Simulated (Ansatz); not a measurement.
NbH₂: energy above lowest point and pressure against volume scale

Results calculated with Ansatz 0.2.0, not measured. Free energy against uniform scaling of the volume at fixed shape and fractions; periodic cell, basis, potentials, k mesh and filling as listed.

The cell before it is scaled or strained (space group Fm-3m, No. 225):
```
CELL_PARAMETERS angstrom
0.00000 2.28150 2.28150
2.28150 0.00000 2.28150
2.28150 2.28150 0.00000
ATOMIC_POSITIONS crystal
Nb 0.00000 0.00000 0.00000
H 0.25000 0.25000 0.25000
H 0.75000 0.75000 0.75000
```

Settings of every row: functional PBEsol; dispersion none; potentials PAW; wave cutoff 470 eV; density cutoff 1880 eV; k mesh 11x11x11; k shift 0x0x0; occupations cold; smearing width 0.1 eV; spin none.

Limits: coarse k mesh, up to 40 meV an atom off.

```csv
row,volume scale,V (Å³/atom),energy above lowest point (meV/atom),pressure (GPa)
1,0.92,7.284,13.6,11.42
2,0.9467,7.495,2.8,5
3,0.9733,7.706,0,-0.58
4,1,7.917,4,-5.43
5,1.0267,8.129,?,?
6,1.0533,8.339,29.2,-13.33
7,1.08,8.551,49,-16.52
```

Question: what energy above lowest point and pressure should row 5 give?

Worked fit of energy above lowest point. Take u = (V_r/V)^(2/3) − 1 with V_r = 7.8115 Å³ an atom, which is twice the finite (Eulerian) strain; such expansions in the strain, on which the Birch-Murnaghan equation of state is built, carry the rest volume and the bulk modulus. The shown rows have u = 0.04771, 0.02796, 0.00911, -0.0089, -0.04263, -0.05852. Least squares give energy above lowest point = 1.19 − 224.1 × u + 10136 × u² meV/atom; a straight line predicts inner rows, each left out in turn, worse (root mean square 11 against 0.044 meV/atom). All shown rows lie on it to the printed digit. Its lowest point lies at u = 0.0111, or V = 7.684 Å³ an atom, and the curvature there gives the bulk modulus at fixed shape and fractions, B = (4/9)(1 + u)² E″(u)/V = 192 GPa. The withheld row has u = -0.02621, so the fit gives 1.19 − 224.1 × (-0.02621) + 10136 × (-0.02621)² = 14.0 meV/atom.

The calculation gave 14 meV/atom. The fit meets it to the printed digit.

Worked fit of pressure. Take u = (V_r/V)^(2/3) − 1 with V_r = 7.8115 Å³ an atom, which is twice the finite (Eulerian) strain; such expansions in the strain, on which the Birch-Murnaghan equation of state is built, carry the rest volume and the bulk modulus. The shown rows have u = 0.04771, 0.02796, 0.00911, -0.0089, -0.04263, -0.05852. Least squares give pressure = −3.093 + 269.42 × u + 707.6 × u² + 430 × u³ GPa; a parabola predicts inner rows, each left out in turn, worse (root mean square 0.021 against 0.0087 GPa). The rows lie off it by 0.00, 0.00, 0.00, 0.01, 0.00, 0.00. The pressure vanishes at u = 0.0112, or V = 7.683 Å³ an atom, and there the bulk modulus at fixed shape and fractions is B = −V dP/dV = (2/3)(1 + u) dP/du = 192 GPa. The withheld row has u = -0.02621, so the fit gives −3.093 + 269.42 × (-0.02621) + 707.6 × (-0.02621)² + 430 × (-0.02621)³ = -9.68 GPa.

The calculation gave -9.66 GPa. The fit lies 0.02 GPa (0.072 % of the column's range) below it; its largest miss of a shown row is 0.01 GPa.
